Conformers of CC[C@H](C)C[C@H](C)CF in the gas phase, computed with PySCF 2.14.0 and tblite 0.8.0: CAM-B3LYP-D3(BJ)/6-31G(d) energies at GFN2-xTB geometries. Free energies add GFN2-xTB quasi-harmonic terms at 298.15 K, and weights are shares among the six conformers kept. The torsions are, in order, C1–C2–C3–C4, C2–C3–C5–C6, C3–C5–C6–C7 and C5–C6–C8–F9.

```csv
number,torsions in degrees,GFN2-xTB energy above its lowest (kcal/mol),DFT energy above the lowest (kcal/mol),free energy above the lowest (kcal/mol),weight (%),dipole (D)
1,"(-63,-63,-58,-171)",0.260,0.020,0.000,20.900,1.680
2,"(-70,-175,-178,-80)",0.280,0.000,0.040,19.700,1.530
3,"(-167,-174,-178,-81)",0.240,0.060,0.080,18.200,1.500
4,"(-70,180,-175,-176)",0.190,0.280,0.180,15.300,1.760
5,"(-73,-79,-78,-65)",0.000,0.400,0.270,13.200,1.550
6,"(-171,177,-176,-176)",0.170,0.300,0.290,12.800,1.760
```

The six shapes in the table differ by large turns about their bonds, yet their DFT energies lie within 0.40 kcal/mol of each other. Their weights differ by a factor of about 1.6 at most. The dipole, in contrast, falls into two separate groups, at 1.50 to 1.55 D and at 1.68 to 1.76 D. This suggests that what matters most for the energy is nearly the same in all six shapes, while something that matters for the dipole is not.

To see what they share, one has to follow the chain through the torsions. The main chain runs C1–C2–C3–C5–C6–C8–F9, with a methyl branch C4 on C3 and another, C7, on C6. The first and third torsions in the table end on these branches, so a value near 180° there means that the branch is stretched out and the main chain is bent. In row 2 the third torsion is −178°. The handedness at C6 puts the main chain 120° further round, at −298°, which is the same as 62°.

Butane and pentane supply the rules for the energy. In butane the end carbons prefer to be anti, on opposite sides of the central bond, and a gauche arrangement, about 60° apart, costs somewhat under 1 kcal/mol. In pentane two successive gauche turns of opposite sense push the end carbons into each other, at a cost of roughly 3 kcal/mol. The analogy holds for the carbon skeleton but only loosely for fluorine, which is smaller than a methyl group and attracts electrons.

In the present molecule each of the four inner bonds, from C2–C3 to C6–C8, has one heavy neighbour at one end and two at the other. The single neighbour can't be anti to both, so at least one gauche pair per bond is unavoidable. Two of the three staggered positions reach this minimum, and the third, between the two arms, has two gauche pairs. Every row of the table has exactly four gauche pairs, one for each bond.

Two choices at each of four bonds would allow sixteen shapes, but the pentane rule removes most of them. At the two bonds in the middle, the gauche arms must turn in the same sense, which leaves two arrangements out of four. One of these accepts both good positions of the ethyl end and the other accepts only one, so three carbon skeletons remain. Each can carry fluorine anti to the main chain, at C5, or anti to the branch methyl, C7, and the resulting six shapes are the six rows. The pentane rule is applied here to carbon only: in rows 2 and 3, C3 and fluorine do stand at the ends of two gauche turns of opposite sense, which the smaller fluorine atom evidently tolerates.

The equal count of gauche pairs goes far to explain why the energies are close, and temperature does the rest. The weight of a shape is proportional to exp(−G/RT), where G is its free energy and RT is 0.59 kcal/mol at room temperature. If all free energies were equal, each shape would hold one sixth of the total; if one lay many RT above the others, it would vanish. The largest free energy in the table is only half of RT, so the set is close to the first limit. A single extra gauche pair of carbons, at a rough 0.8 kcal/mol, would already cut a weight to about a quarter.

These weights are shares among six retained shapes, and the conformer set may be incomplete. The search found more than twice as many minima but was set to keep only six, and keeping a few low-lying shapes in itself favours a narrow spread of energies. By the GFN2-xTB estimate the six hold about 80 % of the weight, so the shapes left out are not negligible. They may include shapes with fluorine between the two carbon arms, anti to hydrogen: this position adds a gauche pair that involves fluorine, and such a pair can cost much less than one between carbons. The count therefore explains why these six are good shapes, but it doesn't show that they are the only ones that matter.

The order inside the set is a finer question. Row 2 has the lowest DFT energy and row 1 the largest weight, but the two are separated by only a few hundredths of a kcal/mol. That is within the noise of the data, and the error of the method itself may well be larger. Row 5 is highest in DFT energy and yet doesn't have the smallest weight, because the thermal terms lower it by 0.12 kcal/mol relative to row 6 and so bring the two almost level. The ranking by weight shouldn't be read more closely than that.

A larger irregularity appears when fluorine is turned while the skeleton is kept. Moving it from anti to the chain to anti to the methyl lowers the DFT energy by 0.28 kcal/mol from row 4 to row 2, and by 0.24 from row 6 to row 3. From row 1 to row 5 the same move raises it by 0.38. Fluorine therefore has no fixed preference of its own; the effect of its position depends on the skeleton.

The geometry offers a possible reason. In rows 2 and 3 fluorine comes to about 2.2 Å from the hydrogen on C3, as estimated from the torsions and standard bond lengths, whereas in the other rows it is nearly 4 Å away or more. A weak attraction between fluorine and this hydrogen would favour just those two rows. A small basis set, however, also makes close contacts look too stable, because neighbouring atoms borrow each other's functions. Row 5 is a poor control as well, since its skeleton is twisted by up to 20° relative to row 1.

The second level of theory warns against settling on the attraction. GFN2-xTB gives the opposite sign for all three moves of fluorine, and it ranks the six shapes in exactly the reverse order. The DFT energies were also computed at GFN2-xTB geometries, which need not suit each shape equally well. The near-equality of the energies is common to both levels, but the cause of the remaining few tenths is open.

The dipole is easier to read. Its upper group, rows 1, 4 and 6, has fluorine anti to the chain, and its lower group, rows 2, 3 and 5, has fluorine anti to the branch methyl. The two groups hold 49 and 51 % of the weight, so the energy hardly distinguishes what the dipole shows clearly. Standard electrostatics suggests why: the strongly polar C–F bond polarises the rest of the molecule, and the result depends on where the rest lies.

Consider a group with polarisability α at distance r from the C–F dipole μ, in a direction that makes an angle θ with the bond. The dipole induced in it along the C–F direction is αμ(3cos²θ − 1)/r³. In the end-on limit, θ = 0, the bracket is +2 and the group strengthens the dipole. In the sideways limit, θ = 90°, it is −1 and the group weakens it.

The nearest carbons, C5 and C7, contribute little to the difference between shapes, because fluorine is anti to one and gauche to the other in every row. The first group whose place really changes is the CH group at C3. When fluorine is anti to the chain, C3 lies towards the extension of the C–F line; when fluorine is anti to the methyl, C3 lies to the side. In rows 2, 3, 4 and 6 the chain also bends at C5–C6 and brings C3 close, while in rows 1 and 5 it runs straight and keeps C3 further off.

Rows 4 and 2 serve as a worked case. The geometric factor (3cos²θ − 1)/r³ is 0.028 Å⁻³ in row 4 and −0.041 Å⁻³ in row 2, a difference of about 0.07 Å⁻³. With rough textbook values of 1.5 Å³ for the polarisability and 1.7 D for the bond dipole, the dipoles should differ by 1.5 × 1.7 × 0.07 ≈ 0.18 D. The table has 1.76 − 1.53 = 0.23 D, so one polarised group, with no adjustment to these rows, gives the right sign and most of the size. The groups beyond C3 are left out and the bond is treated as a point dipole, so the close agreement in size may be partly luck.

The same picture would also explain why row 1 is the lowest of the upper group: its C3 is too far away and too far off the line to add much. A straight line through all six dipoles against the geometric factor, found by least squares, has a typical miss of 0.03 D. It does less well for the straight chains, where it gives a difference of about 0.08 D between rows 1 and 5 against 0.13 D in the table. A plain rule with one dipole for each position of fluorine does almost as well overall, so six rows support the induction picture but don't decide for it.

For another shape of this molecule, the two properties call for two different questions. The energy depends first on how many gauche pairs the carbons form and whether two successive turns of the carbon chain clash. The dipole depends on whether fluorine is anti to the chain or to the branch and, if the induction picture holds, on how near the chain comes. Turning fluorine from one good position to the other keeps the number of gauche pairs and changes the energy by only a few tenths of a kcal/mol, but it moves the dipole from one group to the other.
